Anyone choosing a substrate for a thin TiRh layer has to decide which in-plane edge counts as unstrained, because every misfit energy is measured from it. The calculation below stretches or squeezes both edges of the square base by the same fraction, the strain, and holds the height c fixed. Its zero is the starting cell, which was not relaxed at this level of theory. Taken as the unstrained state, that cell would give the wrong misfit energy and, for small compressions, even the wrong sign.

TiRh in the CuAu (L1_0) structure (a = 2.988, c = 3.350 Å, not relaxed at this level), computed with Ansatz 0.2.0 using plane-wave PAW, scalar-relativistic LDA without spin polarisation, a 420 eV cutoff, a 16×16×14 k mesh and 0.15 eV Gaussian smearing. Both base edges are strained equally at fixed c. Energies are free energies relative to zero strain; pressure is positive in compression.

```csv
strain,energy change (meV/atom),tensile stress along pattern (GPa),pressure (GPa)
-0.1,224.6,-98.02,45.84
-0.05,-19.6,-21.32,9.99
0,0.0,25.21,-11.94
0.025,78.1,40.09,-19.21
0.075,325.2,58.46,-28.72
```

The row at −0.05 looks irregular: the crystal has been squeezed, yet its energy lies 19.6 meV/atom below that of the starting cell. The stresses explain it. At zero strain the tensile stress along the pattern, which is the sum of the two equal in-plane stresses, is +25.21 GPa, so the cell is pulling inwards. Squeezing lets it do so and releases energy.

At −0.05 that stress has already changed sign, so the minimum lies between the two rows. A cubic polynomial, fitted by least squares to the stresses of all five rows and integrated over the strain, puts it at a strain of −0.030, about 38 meV/atom below the starting cell. The row at −0.05 is therefore a compressed crystal that has climbed part of the way up the far side of the valley. No change of phase is needed to explain its negative energy.

At this level of theory the base edge of the starting cell is thus about 3 % too long. The height needs almost no correction, since the stress along c vanishes at nearly the same strain as the in-plane stress. The local density approximation (LDA) usually binds solids too tightly, which fits the sign of the mismatch but does not by itself say why the base shortens and the height does not. How much of the mismatch is due to LDA, and how much to the starting cell or to PAW datasets made for another functional, is not separated here.

Measured from the minimum of this scan, the two sides of the valley are unequal. The row at −0.1 lies 0.07 in strain from the minimum and costs 262 meV/atom. The same distance on the stretched side costs only 175 meV/atom, as read from the integrated stress curve. From the most compressed interval of the scan to the most stretched one, the curvature of the energy falls by a factor of three.

The reason is the ordinary asymmetry of bonding in a metal. When atoms are pushed together, the kinetic energy of the confined electrons and the repulsion between overlapping shells rise steeply. When they are pulled apart, the attraction weakens with distance, so each further step meets less additional resistance. This is general theory; the table shows its result but does not divide the energy into such parts.

A simple model works because nearly all the work goes into changing the volume. The shape changes too, with c/a falling from 1.246 to 1.043 across the scan, but along this path that takes little work. Whether the cell is soft against a change of shape alone is not shown, since no run varies c/a at fixed volume. With c fixed, the volume relative to the starting cell is v = (1 + strain)², and all the work is in-plane stress times change of volume. The mean stress, which is the pressure with its sign reversed, amounts to 94 to 98 % of the in-plane stress in these rows. Little is left for the work of changing the shape.

The pressure P should then follow a standard equation of state. The Birch form, with its usual built-in stiffening under compression, is P = A·v^(−7/3) + B·v^(−5/3). A least-squares fit to all five pressures gives A = 286.8 GPa and B = −298.2 GPa, with a typical miss of 0.6 GPa. A harmonic solid, whose pressure is a straight line in volume, also has two constants but typically misses by 8 GPa.

The model locates the minimum in a few steps. Setting P = 0 gives v^(2/3) = 286.8/298.2 = 0.962. Since 1 + strain is the square root of v, it equals 0.962 to the power 3/4, or 0.971. The strain at the minimum is then −0.029, next to the −0.030 found from the in-plane stresses. Both results rest on the same five calculations, and they agree because the stresses in the plane and along c vanish almost together, so that the pressure vanishes there too. The agreement is not an independent test of LDA.

Integrated over volume, the same law gives energies within 10 meV/atom of the table, although it was fitted only to pressures. That is a small error at −0.1, where it gives 217 instead of 224.6 meV/atom. At −0.05 it gives −12 instead of −19.6 meV/atom, which is too coarse for a shallow valley. Most of that error comes from the small misfits in pressure, since the law lies about 0.6 GPa too high at both −0.05 and zero strain. The neglected work of changing the shape is small over this interval and partly cancels, because the difference between in-plane and axial stress changes sign within it.

For the layer, misfit should be counted from a base edge of about 2.90 Å if energies from this level of theory are used. A real film can also adjust its height. That lowers the energy of a strained layer but hardly that of the minimum, where the stress along c nearly vanishes too. The costs found here are therefore upper estimates, probably well above those of a film with a free surface. At the largest compression the fixed height leaves a compressive stress of 39.5 GPa along c, which such a film would relieve by growing taller. For a similar metal cell, the sign of the stress at the starting point tells which way the energy will first fall. Counted from the minimum, compression should cost more than an equal stretch.
